**Question**

I have results for six small tin molecules, X–SnH₂–OCH₃, in which only the group X changes. Read as formulas, the labels stand for X = H, CH=NH (\*C=N), Br, NHCH₃ (\*NC), OH (\*O) and F.

Gas-phase molecules *–SnH₂–OCH₃, with the group * written in SMILES, computed with Ansatz 0.2.0 at the wB97M-V/def2-TZVPP level on PBE0-D4/def2-TZVP geometries. Tin carries a def2 core potential. The marked atom is the tin atom, and its charge is a Mulliken charge.

```
group *   formula  binding atom  its electronegativity  bond from the marked atom to the group (Å)  HOMO (eV)  LUMO (eV)  gap (eV)  dipole (D)  charge of the marked atom (e)
     *H    CH6OSn             H                  2.200                                       1.709      -9.88       1.07     10.95        1.45                           0.67
   *C=N  C2H7NOSn             C                  2.550                                       2.161      -9.22       0.82     10.04        2.82                           0.73
    *Br  CH5BrOSn            Br                  2.960                                       2.480     -10.34       0.77     11.12        1.86                           0.81
    *NC  C2H9NOSn             N                  3.040                                       2.012      -8.99       1.35     10.34        2.12                           0.86
     *O   CH6O2Sn             O                  3.440                                       1.953     -10.13       1.09     11.22        1.96                           0.96
     *F   CH5FOSn             F                  3.980                                       1.923     -10.45       1.03     11.48        2.39                           1.02
```

1. Which group leaves tin most positive, and why?
2. Does NHCH₃ draw more electrons than Br?
3. Why doesn't the HOMO, the highest occupied level, follow electronegativity?
4. Why does CH=NH give a larger dipole than F?
5. What would happen if carbon took tin's place?
6. Would a larger basis change the order of the gaps?
7. Which digits can I trust?

**Answer**

1. Fluorine does. Tin holds its valence electrons loosely, so a bond to a more electronegative atom shifts electron density towards that atom. The Mulliken charge of tin rises at every step of the binding atom's electronegativity (Pauling's scale), from 0.67 e with H to 1.02 e with F. The steps are uneven, though: O to F is the largest step in electronegativity, yet it adds only 0.06 e. Electronegativity gives the order here, not the size.

2. No, by the Mulliken count bromine holds slightly more: −0.33 e, against −0.28 e for the whole NHCH₃ group. The molecule is neutral, so tin's charge is minus the sum of the charges on X, the methoxy group and tin's two hydrogens. Beside NHCH₃, the methoxy group and the hydrogens together hold about 0.10 e more negative charge than beside Br. That outweighs the difference between the groups and leaves tin 0.04 e more positive. It is tempting to say that bromine competes harder for tin's electrons, so the other neighbours get less. But OH holds more negative charge than bromine, and beside it the neighbours keep about as much as beside H. Competition alone therefore doesn't explain the difference.

3. Electronegativity tells how far electrons shift in a bond, whereas the HOMO tells how firmly the loosest electron is held. Nitrogen holds its lone pair less firmly than oxygen or fluorine does, so a nitrogen group can put a new level on top. The HOMO lies at −8.99 eV with NHCH₃ and −9.22 eV with CH=NH, against −9.88 eV with H. In CH=NH the next level down is only 0.21 eV below the HOMO of the H molecule, as if one level had been added above the old ones. That fits the lone-pair picture, which is standard chemistry rather than something read from the orbitals.

   The other three groups, OH, Br and F, lower the HOMO relative to H. The likely cause is that they draw electrons away, so the remaining ones are held more firmly. Withdrawal alone doesn't order these three, though: OH holds more negative charge than Br, yet lowers the HOMO less. One possible reason is that the lone pairs of the two oxygens mix, which would push the top level up. To guess the HOMO for a new group, first ask whether it brings a loosely held lone pair, and then take its pull on electrons as a rough guide only.

4. The dipole is 2.82 D with CH=NH and 2.39 D with F, although tin is 0.29 e less positive with CH=NH. A dipole adds up charge displacements over the whole molecule, with their directions. The likely reason is the group's own dipole: nitrogen pulls electrons from carbon in the C=N bond, and its lone pair adds to this. Tin's charge registers neither. The Mulliken charges don't show the bond's polarity, as carbon and nitrogen both come out at −0.20 e; carbon also draws electrons from tin. In this conformer the hydrogen on nitrogen also sits on the side of the methoxy oxygen, 2.3 Å from it. Turning the group would change the sum, so the value belongs to this shape.

5. Carbon is more electronegative than tin, so its bonds to all these groups except H would be less polar, and the central atom would be less positive. Its two hydrogens would turn from slightly negative to slightly positive. The lone-pair argument for the HOMO should carry over to NHCH₃. For CH=NH it is less certain: there the lone pair can mix with the tin–carbon bond, which may be part of what lifts the level, and a carbon–carbon bond would lift it less.

6. Yes, for close pairs, if the larger basis adds diffuse functions, which reach far out from the atoms. The gap is $E_\mathrm{LUMO}-E_\mathrm{HOMO}$, where the LUMO is the lowest empty level. Every LUMO here lies above zero, so an electron in it is unbound and is held in place only by the finite basis. With more diffuse functions it should sink towards zero, and the gap then tends to $-E_\mathrm{HOMO}$.

   For Br this limit is $0-(-10.34)=10.34$ eV, and for OH it is 10.13 eV. Bromine's gap, now the narrower of the two, would become the wider, and the two nitrogen groups would also swap places. Fluorine keeps the widest gap, and the nitrogen groups keep the two narrowest. The estimate has no adjustable constant and assumes that the HOMO stays put. It falls short of the tabulated gaps by the LUMO energy, roughly 0.8 to 1.4 eV.

7. Don't trust the last digit of any calculated column when you compare with experiment; rely on the larger differences between rows. The high HOMOs of the nitrogen groups are safe, since they stand more than half an electronvolt above the rest. The order of Br and OH is not: they differ by 0.21 eV, and spin–orbit coupling, which is left out, can shift a bromine lone pair by a comparable amount. Bromine is also treated without scalar relativity.

   Read the charges as a guide to polarity, not as measured amounts: they depend on the basis set and on the rule that shares out the electrons. From H to F, the Löwdin count makes tin 0.25 e less positive, where Mulliken makes it 0.35 e more positive. Löwdin also makes the methoxy oxygen positive, which is chemically implausible, so I would keep the overall Mulliken rise from H to F, but not lean on any single step, since each is only 0.05 to 0.10 e. The output below lists the group charges and both sets of gaps.

The analysis program printed:

```
Charges in e and steps from the row above:
   row  electronegativity step  tin charge step  whole group  methoxy  two hydrogens on tin
    *H                     n/a              n/a     -0.08865  -0.4049               -0.1773
  *C=N                    0.35             0.06      -0.1457  -0.4198               -0.1689
   *Br                    0.41             0.08      -0.3302  -0.3632                -0.121
   *NC                    0.08             0.05       -0.276  -0.4034               -0.1771
    *O                     0.4              0.1      -0.3748  -0.4029               -0.1816
    *F                    0.54             0.06      -0.4956  -0.3729               -0.1474
Levels in eV:
   row  HOMO less that of *H    gap  gap if LUMO sank to zero
    *H                     0  10.95                      9.88
  *C=N                  0.66  10.04                      9.22
   *Br                 -0.46  11.12                     10.34
   *NC                  0.89  10.34                      8.99
    *O                 -0.25  11.22                     10.13
    *F                 -0.57  11.48                     10.45
Tin charge, F less H (e): 0.35
Group charge, F less H (e): -0.407
Tin charge from the balance, NHCH3 less Br (e): 0.04208
Group charge, NHCH3 less Br (e): 0.05422
Methoxy charge, NHCH3 less Br (e): -0.04027
Charge of the two hydrogens on tin, NHCH3 less Br (e): -0.05604
Second-highest level of the CH-NH group row less HOMO of H row (eV): -0.2066
HOMO, OH less Br (eV): 0.21
Range of HOMO (eV): 1.46
Range of LUMO (eV): 0.58
Gap, OH less Br (eV): 0.1
Same with LUMO at zero (eV): -0.21
Gap, NHCH3 less imine group (eV): 0.3
Same with LUMO at zero, NHCH3 less imine group (eV): -0.23
Dipole, imine group less F (D): 0.43
Tin charge, imine group less F (e): -0.29
Distance from N-H hydrogen to methoxy oxygen in the imine row (A): 2.324
Loewdin charge of tin, F less H (e): -0.251
```
